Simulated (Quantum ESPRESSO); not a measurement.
# Energy of ferromagnetic rocksalt MnO against its total spin moment, PBEsol without U

A spin model of MnO can give each Mn atom a moment of fixed length, or it can let the length vary at a cost in energy. The choice depends on how steeply the energy rises when the moment is pushed away from its preferred value.

The problem is to find that cost for the two-atom cell, which holds one Mn, with atoms and cell fixed. The total spin moment M is held at nine values and left free in a tenth run. Energies are in meV per cell, measured from the free run, which settles at 4.71 μB. Since every Mn is a copy of the same atom, all moments are parallel and change length together.

## How the numbers were made

One system, MnO (rocksalt, Fm-3m), 2 atom(s) a primitive cell, from measured cells of the Crystallography Open Database (measured order: antiferro type-II (arxiv:1410.6377)). Quantum ESPRESSO 7.5, plane waves with GBRV 1.5 PBEsol pseudopotentials, cutoff 544 eV, Fermi-Dirac smearing of 0.14 eV, k meshes whose coarsest spacing along a reciprocal vector is 0.31 1/Å over all runs (2π included). Functional: PBEsol, no Hubbard U; collinear spins, no spin-orbit coupling. Atoms and cell are fixed. The total spin moment is held at set values by separate Fermi energies for the two spins, starting from parallel moments on Mn; one run leaves it free. Runs that did not converge or carry a known fault are not listed.

Notes on method and selection:

- Only states reached from a parallel start are followed; an antiferromagnetic order, which may lie lower, is outside this curve.
- Site moments count the spin inside each program's own atomic sphere, so they depend somewhat on its radius and leave out the spin between the spheres.
- Without a U, semilocal functionals describe oxides and halides of Mn to Cu poorly: moments come out small and couplings too strong.
- Quantum ESPRESSO sets the radius of an element's spheres to about 0.41 of its shortest distance to a neighbour.
- Landau's expansion E = E0 + a M^2 + b M^4 is a quadratic in the squared moment.
- The variable on the horizontal axis was chosen because the fit in it was close; otherwise the moment or the wavevector itself is used without a fit.
- A measured moment is set beside the table only where the run ends ferromagnetic and the measured order is ferromagnetic too.
- Runs that did not converge, have known faults or may not be shown are not listed, and runs on Ansatz's PAW sets soft_1 and soft_2 are kept to separate tables.

Columns:

- squared moment (μB² (cell moment)): square of that moment.
- total moment (μB per cell): total spin moment of the cell, held fixed (free in one row).
- site moment (μB): largest site spin moment.
- holding field (meV per μB): half the difference of the up and down Fermi energies that hold the moment, equal to dE/dM.
- absolute moment (μB per cell): integral of the absolute spin density over the cell.
- energy (meV per cell): free energy less that of the run with the moment left free.

Input lines of one member:

```
&SYSTEM
  ecutwfc = 40
  ecutrho = 280
  nbnd = 22
  occupations = 'smearing'
  smearing = 'fd'
  degauss = 0.00999582
  nspin = 2
  starting_magnetization(1) = 0.212
  starting_magnetization(2) = 0
  tot_magnetization = 3.18
/
&ELECTRONS
  conv_thr = 4d-09
  mixing_beta = 0.3
/
K_POINTS automatic
8 8 8 0 0 0
```

Command (options for logging and memory left out): `pw.x -in pw.in`

## The series

| member | squared moment (μB² (cell moment)) | total moment (μB per cell) | site moment (μB) | holding field (meV per μB) | absolute moment (μB per cell) | energy (meV per cell) | remark |
| --- | --- | --- | --- | --- | --- | --- | --- |
| 0.00 muB | 0.000 | 0.00 | 0.00 | 0 | 0.00 | 2023.9 |  |
| 0.80 muB | 0.632 | 0.80 | 0.75 | −266 | 0.85 | 1914.0 |  |
| 1.59 muB | 2.528 | 1.59 | 1.50 | −483 | 1.67 | 1613.9 |  |
| 2.39 muB | 5.688 | 2.39 | 2.23 | −637 | 2.49 | 1161.2 |  |
| 3.18 muB | 10.112 | 3.18 | 2.90 | −640 | 3.21 | 642.7 |  |
| 3.97 muB | 15.801 | 3.97 | 3.51 | −442 | 3.98 | 195.6 |  |
| free | 22.198 | 4.71 | 4.00 | 0 | 4.71 | 0.0 | moment left free |
| 4.77 muB | 22.753 | 4.77 | 4.04 | 68 | 4.77 | 2.0 |  |
| 5.56 muB | 30.969 | 5.56 | 4.23 | 3739 | 5.56 | 1834.2 |  |
| 6.36 muB | 40.462 | 6.36 | 4.31 | 4571 | 6.36 | 5170.4 |  |

Least-squares fits to the whole series, with x = squared moment (μB² (cell moment)); R² and errors in the fitted variable (y, or ln y where the fit is in ln y):

| y | members | fit | R² | rms residual | leave-one-out rms | the same for the mean of the others |
| --- | --- | --- | --- | --- | --- | --- |
| energy (meV per cell) | 10 | y = 2241 − 280.8 x + 8.650 x² | 0.98 | 225 | 394 | 1613 |

## Interpretation

The energy falls row by row from 2023.9 meV at zero moment to zero at 4.71 μB, then rises in the three rows above. A model with two parameters follows from three assumptions.

First, without spin-orbit coupling or an applied field, reversing all spins leaves the energy unchanged, so only even powers of M occur. Second, the energy is smooth enough in M to stop at the fourth power:

E = E0 + a M² + b M⁴

Third, the free moment M0 is a minimum, and the energy there is the zero of the scale. Setting the slope 2a M0 + 4b M0³ to zero gives a = −2b M0². Setting E(M0) to zero then gives E0 = b M0⁴. With D written for E0, the expansion becomes

E = D (1 − M²/M0²)²

D is the energy needed to remove the moment altogether. The slope, which the table lists as the holding field, is

dE/dM = −(4D M/M0²) (1 − M²/M0²)

and the stiffness, the second derivative at M0, is

k = 8D/M0²

The signs have a simple origin. Turning spins from down to up moves electrons into higher band states, which costs energy, but it also gains exchange energy, mostly within the Mn d shell. For small M, Stoner's model gives a = (1/N − I)/4, where N is the density of states per spin at the Fermi level and I the exchange parameter. The energy falls from M = 0, so a is negative and exchange wins. The positive b stands for the band cost, which grows faster than M² as the easily filled majority states run out.

## Fixing and testing the model

The model is fixed on the rows 0.00 muB and free, which give D = 2023.9 meV and M0² = 22.198 μB². Four other rows then follow from their squared moments.

- 1.59 μB: 2023.9 × (1 − 2.528/22.198)² = 1589 meV; the table has 1613.9.
- 3.18 μB: 2023.9 × (1 − 10.112/22.198)² = 600 meV; the table has 642.7.
- 3.97 μB: 2023.9 × (1 − 15.801/22.198)² = 168 meV; the table has 195.6.
- 5.56 μB: 2023.9 × (1 − 30.969/22.198)² = 316 meV; the table has 1834.2.

Over the six rows up to 4.77 μB that were not used to fix the model, the rms miss is about 29 meV, against a scatter of about 700 meV about their mean. With the two highest rows included, the miss is about 1.4 eV and the scatter about 1.5 eV, so the model is useful only up to 4.77 μB.

The holding field gives a second test. At 3.18 μB the model slope is −4 × 2023.9 × 3.18/22.198 × (1 − 10.112/22.198) = −631 meV per μB, and the table has −640.

For the stiffness, the model gives 8 × 2023.9/22.198 = 729 meV/μB². The table gives it directly from the free row and the row at 4.77 μB. Their moments, taken from the squared values, differ by √22.753 − √22.198 = 0.0585 μB, and the field rises from 0 to 68 meV per μB, so k = 68/0.0585 = 1162 meV/μB². Given the depth of the well, the model follows its wall but makes its floor too soft.

## Members off the line

Largest departures from the fit to the whole series:

| member | energy (meV per cell) | fit | computed − fit | in rms residuals |
| --- | --- | --- | --- | --- |
| 3.18 muB | 642.7 | 286.0 | +356.7 | 1.6 |
| 4.77 muB | 2.0 | 330.1 | −328.1 | 1.5 |
| free | 0.0 | 270.1 | −270.1 | 1.2 |
| 2.39 muB | 1161.2 | 923.7 | +237.5 | 1.1 |

In the two rows above 4.77 μB the model fails badly, both times on the low side. At 5.56 μB it is too low by 1834.2 − 316 = 1518 meV. At 6.36 μB it gives 2023.9 × (1 − 40.462/22.198)² = 1370 meV, which is 3800 meV too low.

The assumption that fails is smoothness. Five majority d electrons fill the shell at 5 μB. A larger moment must take minority electrons from states mainly of oxygen 2p character and put them into majority conduction states across a gap. The two Fermi energies accordingly lie 2 × 3739 = 7478 meV apart at 5.56 μB, against 2 × 68 = 136 meV at 4.77 μB. Between these rows the total moment grows by 0.79 μB but the Mn site moment by only 4.23 − 4.04 = 0.19 μB, so most of the added spin lies outside the Mn sphere.

The printed fit to all ten rows tries to bridge this step with one smooth curve. Its minimum therefore falls at M² = 280.8 / (2 × 8.650) = 16.23 μB², or M = √16.23 = 4.03 μB, well short of the free moment.

The nearly full shell is also a likely reason why the computed stiffness at the minimum exceeds that of the model.

## What to take away

A fixed length is a fair choice near room temperature. Suppose each moment varies on its own, with the stiffness found here for a uniform change. With a thermal energy of roughly 26 meV, its length then spreads by about √(26/1162) = 0.15 μB, some 3 % of the moment. The quartic form serves from zero to 4.77 μB, though the stiffness is better taken from the holding field.

A large omission is a Hubbard U. It penalises partly filled d orbitals by (U/2) Σ n(1 − n). For a rough U of 4 eV and five electrons spread over six t2g spin-orbitals, this raises the zero-moment state by 4/2 × 6 × 5/6 × 1/6 = 1.7 eV, comparable with the whole depth of the well. A full majority shell beside an empty minority one would pay nothing, so the well should deepen; mixing with oxygen, left out of this estimate, would change the figure. The measured antiferromagnetic order cannot form in a cell with one Mn, so its energy is not part of this curve.

[Logs are printed without paths, hosts, clocks, repeated set-up lines and the standing remarks that a program may print on its own settings, such as how far it seeks lower states.]
